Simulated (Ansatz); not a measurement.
Strength of the Ge–H bond: GeH3Br → GeH2Br + H

Species: GeH3Br `[GeH3][Br]`, singlet; GeH2Br `[GeH2][Br]`, doublet; H atom, doublet. 

Shapes, held fixed at every level: PBE0-D4/def2-TZVP. Programs: Ansatz 0.2.0. The zero-point and thermal change to 298 K, harmonic and unscaled (PBE0-D4/def2-TZVP), is -18.5 kJ/mol.

Problem. Estimate ΔH(298 K) of this reaction.

Solution. The highest level, CCSD(T)/def2-TZVPP, gives ΔH(298 K) = +350.5 kJ/mol; the levels span +328.5 to +367.3. The column of differences is taken from that level and isn't an error. No measured value is set beside it here. Open shells run unrestricted unless RO is named. Relativity is left out for Br, Ge unless named. Correlated rows may include outer-core shells of Br, Ge, which these sets cover unevenly.

```tsv
level	kind	ΔH(298 K) (kJ/mol)	less CCSD(T)/def2-TZVPP
SPW92/def2-TZVPP	LDA	+367.3	+16.8
r2SCAN-D4/def2-TZVPP	meta-GGA	+334.6	-15.9
PBE0-D4/def2-TZVPP	global hybrid	+333.5	-17.0
wB97X-V/def2-TZVPP	range-separated hybrid	+352.0	+1.5
MP2/def2-SVP	perturbation theory	+328.5	-22.0
MP2/def2-TZVPP	perturbation theory	+341.6	-8.9
CCSD(T)/def2-SVP	coupled cluster or CI	+337.9	-12.6
CCSD(T)/def2-TZVPP	coupled cluster or CI	+350.5	0.0
```

Breaking the Ge–H bond costs +350.5 kJ/mol at the highest level, typical of a strong, largely covalent germanium–hydrogen bond. Homolysis separates a bonding electron pair, so the correlation energy of that pair is lost. A small basis recovers too little of it in the intact molecule, which is why both MP2 and CCSD(T) give a stronger bond in the larger set. That shift is comparable to the spread among several methods, and a further basis increase would probably raise the coupled-cluster value again. The near-coincidence of wB97X-V with CCSD(T) therefore doesn't establish it as the most accurate functional here.

LDA gives the strongest bond, in keeping with its familiar overbinding, while r2SCAN-D4 and PBE0-D4 nearly agree despite their different exchange treatments. The negative vibrational and thermal correction mainly reflects the loss of the Ge–H stretch and associated bending modes, which outweighs the thermal gain from forming two fragments. Whether bromine strengthens or weakens the Ge–H bond can't be judged without the corresponding reaction of germane.
